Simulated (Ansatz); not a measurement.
A series in volume per atom on LiGa

Periodic Kohn-Sham DFT of a crystal at fixed atoms; pressure and stress are positive in compression; the energy is the free energy less that of spherical unpolarised free atoms; site moments are those in the method's own spheres, positive along +z. The results are calculated, by Ansatz 0.2.0.

Cell of the first row (space group Fd-3m, No. 227):
```
LiGa
1.0
      0.0000     3.0215     3.0215
      3.0215     0.0000     3.0215
      3.0215     3.0215     0.0000
Li Ga
2 2
Direct
  0.00000 0.00000 0.00000
  0.25000 0.25000 0.25000
  0.50000 0.50000 0.50000
  0.75000 0.75000 0.75000
```

Settings of every row: method all-electron PAW; functional PBEsol; relativity scalar; k mesh 12x12x12; filling fermi-dirac; smearing width 0.05 eV; nucleus gaussian.

Atom start moment: 0 on all atoms.

| row | volume per atom (Å³) | pressure (GPa) |
| --- | --- | --- |
| 1 | 13.793 | 2.966 |
| 2 | 14.086 | ? |
| 3 | 14.38 | 0.67 |
| 4 | 14.526 | 0.175 |
| 5 | 14.673 | -0.292 |
| 6 | 14.82 | -0.734 |
| 7 | 14.967 | -1.156 |
| 8 | 15.26 | -1.936 |
| 9 | 15.554 | -2.639 |

Question: what pressure should row 2 give?

Worked fit of pressure. Take u = (V_r/V)^(2/3) − 1 with V_r = 14.747 Å³ an atom, which is twice the finite (Eulerian) strain; such expansions in the strain, on which the Birch-Murnaghan equation of state is built, carry the rest volume and the bulk modulus. The shown rows have u = 0.04559, 0.01694, 0.01012, 0.00336, -0.00329, -0.00982, -0.02254, -0.0349. Least squares give pressure = −0.5186 + 66.794 × u + 189.29 × u² + 485 × u³ GPa; a parabola predicts inner rows, each left out in turn, worse (root mean square 0.0077 against 0.0026 GPa). The rows lie off it by 0.000, 0.000, -0.002, 0.000, 0.002, 0.001, -0.002, 0.001. The pressure vanishes at u = 0.0076, or V = 14.58 Å³ an atom, and there the bulk modulus at fixed shape and fractions is B = −V dP/dV = (2/3)(1 + u) dP/du = 46.9 GPa. The withheld row has u = 0.03104, so the fit gives −0.5186 + 66.794 × (0.03104) + 189.29 × (0.03104)² + 485 × (0.03104)³ = 1.752 GPa.

The calculation gave 1.747 GPa. The fit lies 0.005 GPa (0.089 % of the column's range) above it; its largest miss of a shown row is 0.002 GPa.
